**Which shapes of a floppy trisilyl chain are worth carrying forward?**

A property of this molecule that depends on shape, such as an NMR spectrum, has to be averaged over several conformers. The practical decision is how many to carry into the average, and whether the cheap GFN2-xTB energies are good enough to weight them. Three conformers hold about 89 % of the listed weight, and both methods put these three lowest. For the other three the answer depends on why each of them is high, and the reasons differ.

Six conformers of C6H20Si3 without solvent, computed with PySCF 2.14.0 and tblite 0.8.0: PBE0-D3(BJ)/6-31G(d) energies at GFN2-xTB geometries. Free energies and Boltzmann weights at 298.15 K add GFN2-xTB quasi-harmonic terms to the DFT energies. The torsions are, in order, Si3–C2–C4–C5, C2–C4–C5–Si6 and Si6–C5–C7–Si9.

| number | torsions in degrees | GFN2-xTB energy above its lowest (kcal/mol) | DFT energy above the lowest (kcal/mol) | free energy above the lowest (kcal/mol) | weight (%) | dipole (D) |
| --- | --- | --- | --- | --- | --- | --- |
| 1 | (52,-171,76) | 0.000 | 0.000 | 0.000 | 34.30 | 1.300 |
| 2 | (173,-58,-74) | 0.120 | 0.170 | 0.040 | 32.10 | 1.200 |
| 3 | (175,-54,78) | 0.280 | 0.280 | 0.240 | 22.80 | 0.520 |
| 4 | (160,-78,178) | 0.520 | 1.250 | 1.110 | 5.30 | 0.610 |
| 5 | (62,-166,-89) | 1.010 | 1.150 | 1.390 | 3.30 | 0.390 |
| 6 | (71,-126,175) | 0.560 | 1.290 | 1.620 | 2.20 | 0.700 |

**Reading the torsions**

The backbone is the carbon chain C1–C2–C4–C5–C7–C8. Silyl groups (SiH₃) sit on three of its carbons: Si3 on C2, Si6 on C5 and Si9 on C7. The three listed torsions describe turns about C2–C4, C4–C5 and C5–C7, in that order. Two groups are anti when their torsion is near 180° and gauche when it is near +60° or −60°. Because the handedness of each carbon is fixed, the three listed torsions also fix where every other heavy group points.

**First limit: a clash is forbidden**

The first contact to consider is the syn-pentane clash. It arises when two neighbouring torsions along a chain are gauche with opposite signs, so that the groups at the two ends are folded into each other. Suppose first that such a clash costs infinitely much and that nothing else costs anything. The preferred shapes can then be found by counting.

Start with the CH₂ group, C4. Its neighbours C2 and C5 each carry two heavy groups and one hydrogen besides the bond to C4. If the hydrogen on either carbon took the anti place, the two heavy groups there would fill both gauche places, and one of them would clash with a group on the other carbon. So each carbon must put a heavy group anti, and the two groups left over must be gauche with the same sign. Of nine staggered arrangements of these two bonds, only two pass.

In the first of them, the bent frame, C7 is gauche to C2; rows 1, 5 and 6 belong to it. In the second, the stretched frame, C7 is anti to C2; rows 2, 3 and 4 belong to it. The last bond, C5–C7, now decides the rest. In the stretched frame C2 is out of reach, so all three settings of that bond are free of clashes. In the bent frame C2 blocks one gauche place on C7, which only the hydrogen can occupy without a clash, and a single setting survives.

The limit therefore allows four shapes, and they are rows 1 to 4. It explains how the frame that holds the lowest conformer can still be the less populated one. The bent frame has one good setting, while the stretched frame has several and collects 60 % of the weight. Rows 1 and 2 differ by only 0.04 kcal/mol in free energy, which is within the noise, so it is not settled which of them is the lowest.

**Second limit: a clash is free**

Now suppose that clashes cost nothing. Turning the end bond would then change the energy by the same amount in both frames. Any difference between the frames measures the clash, provided that the rest of the turn really does cost the same in each.

Row 5 serves as the worked case, with DFT energies in kcal/mol. In the bent frame, turning the end bond from one gauche setting to the other leads from row 1 to row 5 and costs 1.15. The same turn in the stretched frame leads from row 3 to row 2 and changes the energy by 0.17 − 0.28 = −0.11. The clash between C2 and C8 therefore costs 1.15 + 0.11 = 1.26. This is a net price, because row 5 has already eased the contact a little by turning its end bond to −89°, where row 2 has −74°.

This value is derived from row 5 itself, so it is an evaluation and not a test. GFN2-xTB gives 1.17 by the same steps, which shows that the two methods agree on the price of this contact. The printed output below lists the derived torsions and all such differences.

**Row 6 gives way**

Row 6 offers a real test, because it played no part in that estimate. It has one clash, between C2 and Si9, and its end bond is turned so that the two neighbouring silyl groups are anti. In the stretched frame that turn, from row 3 to row 4, costs 0.97 kcal/mol. Adding the clash price from row 5 puts row 6 at 2.23, whereas DFT places it at 1.29.

The prediction fails, so at least one of its two parts, the clash price or the cost of the turn, does not carry over to row 6. The second torsion of row 6 has swung by 45° from its value in row 1, which moves C2 away from Si9 and leaves the C4–C5 bond nearly eclipsed. The likely reading is that the molecule exchanges a hard contact for a milder torsional strain. The long C–Si bond should also soften the contact, and the turn to anti silyl groups may itself cost less in this frame. The table does not separate these effects. What remains is a net cost of 0.32 kcal/mol, the same in both methods.

**Row 4 is high for another reason**

Row 4 breaks the first limit. It has no clash, yet its DFT energy is 1.25 kcal/mol and its weight only about 5 %. What mainly sets it apart from rows 2 and 3 is the end bond, where Si6 and Si9 are anti instead of gauche. Its first two torsions have also shifted, by 15° and 24° from row 3, which suggests that some of the strain has spread along the chain. The rule that bulky neighbours prefer to be anti would make this the best setting.

Counting contacts does not rescue the rule. With the silyl groups anti, the end bond has two gauche contacts between heavy groups; with the silyl groups gauche it has three. If every such contact cost the same energy, row 4 would lie below rows 2 and 3. The calculation gives the opposite order, and conformers with gauche silyl groups hold 92.5 % of the weight.

This is also where the two methods part. On going from GFN2-xTB to DFT, rows 4 and 6 both rise by 0.73 kcal/mol, while no other row moves by more than 0.14. Rows 4 and 6 are the two with anti silyl groups. The disagreement thus follows the setting of the end bond and not the clashes. It cannot be pinned on the silyl groups alone, because C4 and C8 are anti in the same two rows.

Several causes could favour the gauche form, and these numbers do not decide between them. One is steric. Two heavy groups on the same carbon tend to spread apart, and with the silyl groups anti this pushes each of them towards a heavy group on the next carbon. A twist that eases one of these contacts tightens the other. With the silyl groups gauche, one heavy group on each carbon sits between the two on the other, so the same spreading gives it room. The silyl groups may also attract each other through dispersion. Both causes would be properties of the molecule.

Other causes would be faults of the calculation. The small basis set may flatter shapes with more close contacts, since neighbouring groups borrow each other's basis functions and no correction was made for this. The DFT energies were also computed at GFN2-xTB geometries, which may suit some shapes better than others.

**What temperature adds**

The thermal terms sort the rows in the same way as the clash count. They raise the two clashing rows, 5 and 6, by 0.24 and 0.33 kcal/mol relative to row 1, and raise none of the others. A possible reason is that a group wedged against its neighbour rocks less freely and so loses entropy, but the thermal terms are not split into parts that would test this. The combined weight of the two rows falls from about 9 % with DFT energies alone to 5.5 %.

These small weights should be used with care. The six conformers cover about 93 % of the GFN2-xTB weight found in the search, so about 7 % is missing by that method's own weights, and DFT may weight the missing shapes differently. A rotamer found with the force field also fell away in the GFN2-xTB step, so the set may lack it. Adding a missing shape would lower all six weights by the same factor and leave their ratios unchanged, but that shape could itself weigh as much as one of rows 4 to 6. The counting argument suggests that other staggered shapes would carry at least one clash.

**Using the argument on a similar chain**

For a similar chain, first place the heavy groups so that no two neighbouring torsions are gauche with opposite signs. Then count how many settings of the remaining bonds each surviving frame allows, because a frame with several good settings can outweigh the one that holds the lowest conformer. Do not carry the price of one clash over to another without a check, since the two net costs found here differ by 0.94 kcal/mol. Do not assume that neighbouring silyl groups will be anti.

For the present molecule, rows 1 to 3 belong in any average, and GFN2-xTB ranks them as DFT does. Row 4 is the one to recompute. At room temperature the thermal energy RT is about 0.59 kcal/mol, so the shift of 0.73 between the methods changes its population relative to row 1 by a factor of a little over three. Optimising rows 3 and 4 with DFT and taking their energies in a larger basis set would test whether the preference for gauche silyl groups is real. Repeating the energies without the dispersion term would show how much of the preference that term supplies.

The analysis program printed:

```
Derived torsions in degrees and contact counts:
  row  C2-C4-C5-C7  C4-C5-C7-C8  C4-C5-C7-Si9  syn-pentane clashes  gauche contacts at end bond
    1           69           76          -164                    0                            3
    2         -178          -74            46                    0                            3
    3         -174           78          -162                    0                            3
    4          162          178           -62                    0                            2
    5           74          -89            31                    1                            3
    6          114          175           -65                    1                            2
Shifts in kcal/mol relative to row 1:
  row  DFT less GFN2-xTB  free energy less DFT energy
    1                  0                            0
    2               0.05                        -0.13
    3                  0                        -0.04
    4               0.73                        -0.14
    5               0.14                         0.24
    6               0.73                         0.33
Clash C2/C8 in row 5 by DFT (kcal/mol): 1.26
Clash C2/C8 in row 5 by GFN2-xTB (kcal/mol): 1.17
Clash C2/Si9 in row 6 by DFT (kcal/mol): 0.32
Clash C2/Si9 in row 6 by GFN2-xTB (kcal/mol): 0.32
Anti silyls, row 4 less row 3, by DFT (kcal/mol): 0.97
Anti silyls, row 4 less row 3, by GFN2-xTB (kcal/mol): 0.24
Row 6 predicted with the clash cost of row 5 (kcal/mol): 2.23
Overshoot of that prediction (kcal/mol): 0.94
Swing of the second torsion from row 1 to row 6 (degrees): 45
Weight of the clashing rows from DFT energies alone (%): 9.335
Weight of the clashing rows with thermal terms (%): 5.5
Weight of the frame of rows 2 to 4 (%): 60.2
Weight of rows with gauche vicinal silyls (%): 92.5
```
